**Results and discussion**

The ionisation energy (IE) is the total energy of the five-electron ion, 2s²2p¹, less that of the six-electron ion, 2s²2p², each from a self-consistent, spin-polarised, scalar-relativistic LDA atom. A spin-up 2p electron leaves in every row. $-\varepsilon$ is minus its eigenvalue, $\langle r\rangle$ its mean radius, and the error is the computed IE less the NIST value.

Six-electron atoms and ions, [He] 2s² 2p², computed with ld1.x of Quantum ESPRESSO 7.5 as spherical all-electron Kohn-Sham atoms: scalar-relativistic, spin-polarised LDA (Perdew-Zunger), point nucleus, open shells filled at highest spin. Ionisation energies are differences of total energies; table values are from the NIST Atomic Spectra Database.

```csv
species,Z,charge (e),ionisation energy (eV),−ε(highest occupied) (eV),highest level mean radius (bohr),NIST table (eV),kind of table value,stated uncertainty (eV),computed less table (eV),−ε / IE
C,6,0,11.7195,6.1421,1.7382,11.260288,measured,1.1e-06,0.459,0.524
N+,7,1,30.1032,22.054,1.2488,29.60125,semi-empirical,9e-05,0.502,0.733
Al7+,13,7,285.470,263.58,0.48996,284.64,semi-empirical,0.07,0.830,0.923
Se28+,34,28,3132.04,3062.5,0.15818,3146,semi-empirical,3,-14.0,0.978
Mo36+,42,36,5032.05,4944.1,0.12518,5084,semi-empirical,6,-52.0,0.983
Tc37+,43,37,5302.03,5211.8,0.12196,5361,semi-empirical,6,-59.0,0.983
In43+,49,43,7076.11,6972.0,0.10556,7196,semi-empirical,8,-120,0.985
Eu57+,63,57,12272.8,12136,0.079753,12718,theory,6,-445,0.989
Ta67+,73,67,16933.5,16772,0.067450,17840,theory,40,-907,0.990
```

**Growth with $Z$**

The number of screening electrons is fixed, so each added proton draws the 2p orbital inward and deepens it. Nuclear attraction scales as $Z^2$ and electron repulsion as $Z$, which combine into a screened square plus a constant. The hydrogenic relativistic correction for 2p, averaged over $j$, adds a quartic term:

$$\mathrm{IE}\approx \tfrac14\mathrm{Ry}\,(Z-\sigma)^2+c+\tfrac{7}{192}\mathrm{Ry}\,\alpha^2(Z-\sigma)^4 ,$$

with Ry the Rydberg energy and $\alpha$ the fine-structure constant. Least squares on the relative residuals of all nine rows gives $\sigma=3.77$ and $c=-5$ eV, constants that trade against each other. The form is within 0.5% of every computed IE: high at N+, and low by 0.2–0.3% elsewhere. The quartic term is negligible for C, 0.7% of the IE for Se28+ and 3.6% for Ta67+; the fit sizes relativity and does not test it, since relativity is part of the calculation. The radius shows the same contraction: a non-relativistic hydrogenic 2p orbital has $\langle r\rangle=5/Z_\text{eff}$ bohr, and Ta67+ gives $5/0.06745=74$, more than the nuclear charge, a sign that relativity contracts the orbital further.

**The error and its change of sign**

Relative to NIST the error is +4.1% for C, +0.3% for Al7+, −0.4% for Se28+ and −5.1% for Ta67+. Spin-orbit coupling is the known omission at high $Z$, and it comes before any blame on LDA. It puts 2p$_{1/2}$ below the averaged level by $\zeta$, two-thirds of the 2p splitting. Yet the IE need not rise by $\zeta$. In light ions, where repulsion fixes the LS terms, the parent's ³P₀ level lies $\zeta$ below the ³P centre and the product's ²P$_{1/2}$ lies $\zeta$ below its own, so the first-order shifts cancel. In heavy ions both electrons enter 2p$_{1/2}$: the parent falls by $2\zeta$, the product by $\zeta$, and the parent surrenders part of its Hund's-rule stabilisation. The imposed high-spin state then resembles the real ion less and less.

The crossover is the mixing of ³P₀ with ¹S₀, which lies $G$ higher. With diagonal energies $-\zeta$ and $G$ and coupling $-\sqrt2\,\zeta$, the parent drops by

$$D=\sqrt{\tfrac14(G+\zeta)^2+2\zeta^2}-\tfrac12(G-\zeta),$$

and the predicted error is $-(D-\zeta')$, where $\zeta'$ belongs to the product. For $\zeta\approx\zeta'$ its size is about $2\zeta^2/G\sim Z^7$ when $\zeta\ll G$ and $\zeta-G/3$ when $\zeta\gg G$.

Here $\zeta'$ comes from the hydrogenic Dirac splitting at charge $Z-s$. The value $s=2.28$ was fitted, on relative residuals, to the errors of the same calculation for the five-electron ions Se29+, Mo37+, Tc38+ and In44+; no error in the table entered. $G$ is the hydrogenic ¹S–³P separation, $0.6\times\frac{45}{512}Z_\text{eff}$ hartree with $Z_\text{eff}=5/\langle r\rangle$. For Se28+, $Z_\text{eff}=31.6$ and $G=45.4$ eV. With $\zeta'=31.6$ eV, scaling by the cubed ratio of radii gives $\zeta=31.6\,(0.1563/0.1582)^3=30.5$ eV. Then $D=\sqrt{38.0^2+2(30.5)^2}-7.5\approx50.0$ eV and the predicted error is $-(50.0-31.6)=-18.4$ eV, against $-14\pm3$ eV in the table. The full $\zeta'$ would be more than twice too large.

No spin-orbit run stands behind this, so the cause is argued, but comparisons support it. The six-electron error is 0.45 of the five-electron error at Se and 0.76 at In (model: 0.58 and 0.82). At Al the five-electron error is already −0.19 eV while the six-electron one is +0.83 eV, though the model explains only about 0.4 eV of that difference. The local power of $Z$ in the error runs from about 6 (Se to Mo) to 4.8 (Eu to Ta), whereas $\zeta'$ alone gives 4.4–4.5. The first figure is loose because of the uncertainty at Se, and the 7 eV step from Mo to Tc is about the size of the 6 eV uncertainties.

The model is 4–7 eV too negative from Se to In, 0.9–1.5 times the stated uncertainty, and falls short by 23 eV at Eu57+ and 63 eV at Ta67+. Lowering $G$ by a third worsens the former and still leaves shortfalls of 14 and 52 eV in the latter. Some shortfall is to be expected: the model takes the scalar-relativistic level for the average over $j$, which holds only to first order. In second order spin-orbit coupling lowers both 2p levels, so their average falls below the scalar level, increasingly so at high $Z$. At Ta67+ the bare $\zeta'$, 908 eV, matches the error, but this proves little: $s$ is extrapolated, it has absorbed Breit, QED and LDA errors that can't be separated here, and the reference is itself theory, uncertain by 40 eV. Only C is measured.

The positive errors of C, N+ and Al7+ cannot come from missing spin-orbit coupling, whose net shift there is at most 0.03 eV. LDA exchange-correlation, the spherical open shell and 2s–2p near-degeneracy are candidates, none more than a guess. An ion between Al and Se should show the error passing through zero by cancellation of the two contributions.

**Eigenvalue against energy difference**

The ratio $-\varepsilon/\mathrm{IE}$ rises in every step, from 0.524 to 0.990, while the gap $\mathrm{IE}+\varepsilon$ widens from 5.6 to about 161 eV. By Janak's theorem the IE is $-\varepsilon$ averaged over the occupation as the electron is removed. The LDA level sinks on removal, as repulsion is lost, including the electron's spurious repulsion with itself, so the gap is about half that fall. For carbon $-\varepsilon$ goes from 6.14 to 17.78 eV in C+, and the mean, 11.96 eV, nearly recovers 11.72 eV.

A Coulomb energy within the shell scales as $1/\langle r\rangle$, and gap × $\langle r\rangle$ is 9.7 eV bohr for C and 10.9–11.0 from Se28+ on, near the 12.4 of half the hydrogenic 2p–2p Coulomb integral. The gap thus grows roughly as the screened charge $Z-\sigma$ and the IE roughly as its square, which is all the rising ratio means. The two-point mean exceeds the IE in every row, by 0.13 eV at Al7+ and 4–5 eV at Ta67+; the growth plausibly arises because the scalar-relativistic density holds large components only, so the theorem is approximate.
